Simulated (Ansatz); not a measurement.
## Ligand exchange: GeH(CH3)2Br + InH2(CH3) → GeH2(CH3)2 + InH(CH3)Br

Species: GeH(CH3)2Br, singlet; InH2(CH3), singlet; GeH2(CH3)2, singlet; InH(CH3)Br, singlet. The partners trade Br for H: Ge–Br and In–H bonds give way to Ge–H and In–Br.

Shapes, held fixed at every level: PBE0-D4/def2-TZVP. Programs: Ansatz 0.2.0. Electronic energies: no zero-point or thermal term.

```json
{"level": "PBE-D4/def2-TZVPP", "kind": "GGA", "ΔE (kJ/mol)": "-57.8", "less CCSD(T)/def2-TZVPP": "+0.7", "CPU time (sum over the molecules)": "31 s"}
{"level": "B3LYP-D4/def2-TZVPP", "kind": "global hybrid", "ΔE (kJ/mol)": "-59.3", "less CCSD(T)/def2-TZVPP": "-0.8", "CPU time (sum over the molecules)": "65 s"}
{"level": "PBE0-D4/def2-TZVPP", "kind": "global hybrid", "ΔE (kJ/mol)": "-58.2", "less CCSD(T)/def2-TZVPP": "+0.3", "CPU time (sum over the molecules)": "42 s"}
{"level": "wB97M-V/def2-TZVPP", "kind": "range-separated hybrid", "ΔE (kJ/mol)": "-56.3", "less CCSD(T)/def2-TZVPP": "+2.2", "CPU time (sum over the molecules)": "2.5 min"}
{"level": "wB97X-V/def2-TZVPP", "kind": "range-separated hybrid", "ΔE (kJ/mol)": "-57.6", "less CCSD(T)/def2-TZVPP": "+0.9", "CPU time (sum over the molecules)": "1.7 min"}
{"level": "B2PLYP/def2-TZVPP", "kind": "double hybrid", "ΔE (kJ/mol)": "-62.5", "less CCSD(T)/def2-TZVPP": "-4.0", "CPU time (sum over the molecules)": "71 s"}
{"level": "MP2/def2-TZVPP", "kind": "perturbation theory", "ΔE (kJ/mol)": "-59.3", "less CCSD(T)/def2-TZVPP": "-0.8", "CPU time (sum over the molecules)": "–"}
{"level": "CCSD(T)/def2-TZVPP", "kind": "coupled cluster or CI", "ΔE (kJ/mol)": "-58.5", "less CCSD(T)/def2-TZVPP": "0.0", "CPU time (sum over the molecules)": "7.1 min"}
```

The highest level, CCSD(T)/def2-TZVPP, gives ΔE = -58.5 kJ/mol; the levels span -62.5 to -56.3. The column of differences is taken from that level and isn't an error. No measured value is set beside it here. For atoms past krypton def2 sets carry core potentials with scalar relativity. Relativity is left out for Br, Ge. Outer-core shells of Br, Ge, In are correlated in most correlated rows, in sets that cover them unevenly. Times are processor times on shared x86 and Arm servers, and rough.

Bromine prefers indium and hydrogen prefers germanium: the exchange is clearly downhill at every level, with CCSD(T) giving -58.5 kJ/mol. The main reason is probably bond polarity. Indium is the more electropositive partner, so it gains more from a strongly polar bond to bromine, while germanium gives up less on taking hydrogen, with which it forms a fairly covalent bond. Donation from a bromine lone pair into the formally empty p orbital of three-coordinate indium may add to the preference; saturated germanium has no comparable acceptor.

Both sides hold the same number of single bonds in closed-shell molecules, so much of the correlation error should cancel, which fits the closeness of PBE to the coupled-cluster value. Exact exchange brings no steady improvement, and B2PLYP departs furthest, though not enough to alter the chemical conclusion. The energy describes exchange between isolated monomers; association through hydride or bromide bridges, common for such indium compounds, could shift the balance in condensed phases.
